## Independent scattering and the close Frenkel pair

For free electrons of density $n$ and Fermi wave number $k$ at zero temperature, defects of density $n_i$ give $1/\tau=n_i(\hbar k/m)\sigma_{\rm tr}$, and $\rho=m/ne^2\tau$ becomes

$$\Delta\rho=\frac{\hbar k}{ne^2}\,n_i\sigma_{\rm tr},\qquad \sigma_{\rm tr}=\frac{4\pi}{k^2}\sum_{l\ge0}(l+1)\sin^2(\delta_l-\delta_{l+1}),$$

with $\delta_l>0$ for attraction. Pure s scattering cannot exceed $\rho_u=4\pi\hbar n_i/(ne^2k)$ per centre. The rate assumes that each centre sees only the incident plane wave and that probabilities add. A Frenkel pair then counts as $\sigma_v+\sigma_i$, whatever the vacancy–interstitial distance $R$.

### Two coupled s scatterers

Place centres 1 and 2 at $\pm\mathbf R/2$, with $R$ far below the mean free path. Define $f_j=e^{i\delta_j}s_j/k$, $s_j=\sin\delta_j$, $x=kR$, $g=e^{ix}/R$ and $\mu=\hat{\mathbf k}\cdot\hat{\mathbf R}$. Each centre scatters the plane wave plus the spherical wave of its partner:

$$A_1=f_1(e^{ix\mu/2}+gA_2),\qquad A_2=f_2(e^{-ix\mu/2}+gA_1).$$

Hence $A_1=f_1(e^{ix\mu/2}+f_2g\,e^{-ix\mu/2})/D$ with $D=1-f_1f_2g^2$, and $A_2$ follows from $1\leftrightarrow2$, $\mu\to-\mu$. The pair amplitude is $F=A_1e^{-i\mathbf k'\cdot\mathbf R/2}+A_2e^{i\mathbf k'\cdot\mathbf R/2}$. The direction averages $\langle e^{ix\mu}\rangle=j_0(x)$ and $\langle\mu e^{ix\mu}\rangle=ij_1(x)$ give

$$\int|F|^2(1-\hat{\mathbf k}\cdot\hat{\mathbf k}')\,d\Omega'=4\pi\left\{|A_1|^2+|A_2|^2+2\,\mathrm{Re}\,[A_1A_2^*(j_0+i\mu j_1)]\right\}.$$

For randomly oriented pairs the mean scattering probability depends on the scattering angle alone, so the resistivity formula holds with the average over $\mu$. With $S=s_1^2+s_2^2$ and $P=s_1s_2$,

$$\frac{k^2\bar\sigma_{\rm tr}}{4\pi}=\frac{S+2P\cos(\delta_1-\delta_2)(j_0^2-j_1^2)+\dfrac{4Pj_0}{x}\left[s_1\cos(x+\delta_2)+s_2\cos(x+\delta_1)\right]+\dfrac{2P^2}{x^2}(1+j_0^2+j_1^2)}{1-2P\cos(2x+\delta_1+\delta_2)/x^2+P^2/x^4}.$$

The second term in the numerator is the interference of singly scattered waves; the later terms and the denominator are multiple scattering. At large $x$, $j_0=\sin x/x$ and $j_1\to-\cos x/x$, so both kinds of correction begin at $x^{-2}$, and interference alone is not a consistent first correction. Expanding the denominator and using $2\sin x\cos(x+\delta)=\sin(2x+\delta)-\sin\delta$, the constant terms sum to $-4P^2+2P^2$ and the oscillating ones to a single cosine:

$$\frac{\bar\sigma_{\rm tr}}{\sigma_1+\sigma_2}=1-\frac{2P^2+2P(1-S)\cos(2x+\delta_1+\delta_2)}{S\,x^2}+O(x^{-3}).$$

The constant term is shadowing. Averaged over orientation, each centre removes the fraction $\sigma_j/4\pi R^2$ of the flux incident on the other, and rescattering an isotropic wave removes no further net momentum. The loss is $2\sigma_1\sigma_2/4\pi R^2$, which with $\sigma_j=4\pi s_j^2/k^2$ equals $(4\pi/k^2)\,2P^2/x^2$. For uncorrelated defects the Boltzmann equation already counts such sequential events; only the excess partner at $R$ corrects it. The cosine carries the phase $2kR$ of the round trip between the centres.

### Size in copper

Take an approximate lattice parameter $a=0.361$ nm and one electron per atom. Then $ka=(12\pi^2)^{1/3}=4.91$, $k=1.36\times10^{10}$ m$^{-1}$, and $\rho_u=38$ nΩ m at 1 at.%. Let $\delta_v=-0.41$ and $\delta_i=+0.79$ rad, with the interstitial dumbbell treated as one centre on its lattice site. These shifts are chosen to reproduce typical resistivities: they give 6.0 nΩ m for vacancies, 19 nΩ m for interstitials and 25 nΩ m for separated pairs, each at 1 at.%. With $S=0.663$ and $P=-0.283$ the relative correction is

$$\frac{-0.24+0.29\cos(2x+0.38)}{x^2}.$$

Close pairs are typically one to two lattice parameters apart.

| $R/a$ | direction | $x$ | order $x^{-2}$ (%) | full expression (%) |
|---|---|---|---|---|
| $1$ | $\langle100\rangle$ | 4.91 | −1.9 | −1.7 |
| $\sqrt{3/2}$ | $\langle211\rangle$ | 6.01 | +0.1 | +0.2 |
| $\sqrt2$ | $\langle110\rangle$ | 6.95 | −0.6 | −0.7 |

At $R=2a$ the envelope $0.53/x^2$ is 0.5 %. Interference alone would give $+0.31\cos 2x/x^2$, without the systematic decrease.

### Neglected terms of similar size

*Higher partial waves.* The Friedel sum rule $Z=(2/\pi)\sum_l(2l+1)\delta_l$ requires $Z=-1$ for the vacancy and $+1$ for the interstitial in an unrelaxed monovalent host. The chosen s shifts supply $-0.26$ and $+0.50$, so $l\ge1$ carries half or more of the screening charge. These waves also enter at order $x^{-2}$. They can change the coefficients by a factor of order one and shift the phase of the cosine, so the sign for a given shell is not predicted.

*Discrete orientations.* A crystal offers only $N=3$, 12 and 6 axes for the three rows. The optical theorem, $\sigma=(4\pi/k)\,\mathrm{Im}F(\mathbf k,\mathbf k)$, gives each axis a relative rate modulation $2P\sin(x+\delta_1+\delta_2)\cos(x\mu)/Sx$. The conductivity averages the inverse rate, so the resistivity drops by roughly the relative variance. For nearly independent axes this is at most $2P^2/(S^2Nx^2)\approx0.4/(Nx^2)$, which is 0.5 % in the first row and 0.1 % in the other two.

*Strain.* In isotropic elasticity the interstitial displaces its surroundings by $u=\Delta V/(4\pi\gamma r^2)$, where $\Delta V$ is the relaxation volume and $\gamma=1+4G/3K$. The compiled room-temperature constants $C_{11}=168.3$, $C_{12}=121.2$, $C_{44}=75.7$ GPa (Blaschke) give $K=(C_{11}+2C_{12})/3=136.9$ GPa, the Voigt modulus $G=(C_{11}-C_{12}+3C_{44})/5=54.8$ GPa and $\gamma=1.53$. A typical $\Delta V$ of 1.5 atomic volumes $a^3/4$ yields a radial strain of magnitude $|du/dr|=2u/r=1.4$ % at $r=\sqrt2a$. This field is traceless, so by cubic symmetry it leaves the direction-averaged resistivity of the vacancy unchanged to first order. Copper is anisotropic, with $2C_{44}/(C_{11}-C_{12})=3.2$, which adds a dilatation of some fraction of that strain and may shift the cross-section by up to about a per cent.

In the model, a close pair at $R=a$ scatters less than its separated members by 0.4 nΩ m out of 25 nΩ m at 1 at.%. This fixes the scale of the correction rather than its value in copper: additivity fails at the level of a per cent or two for the closest pairs, because $k R\gtrsim5$ and the correction falls as $(kR)^{-2}$.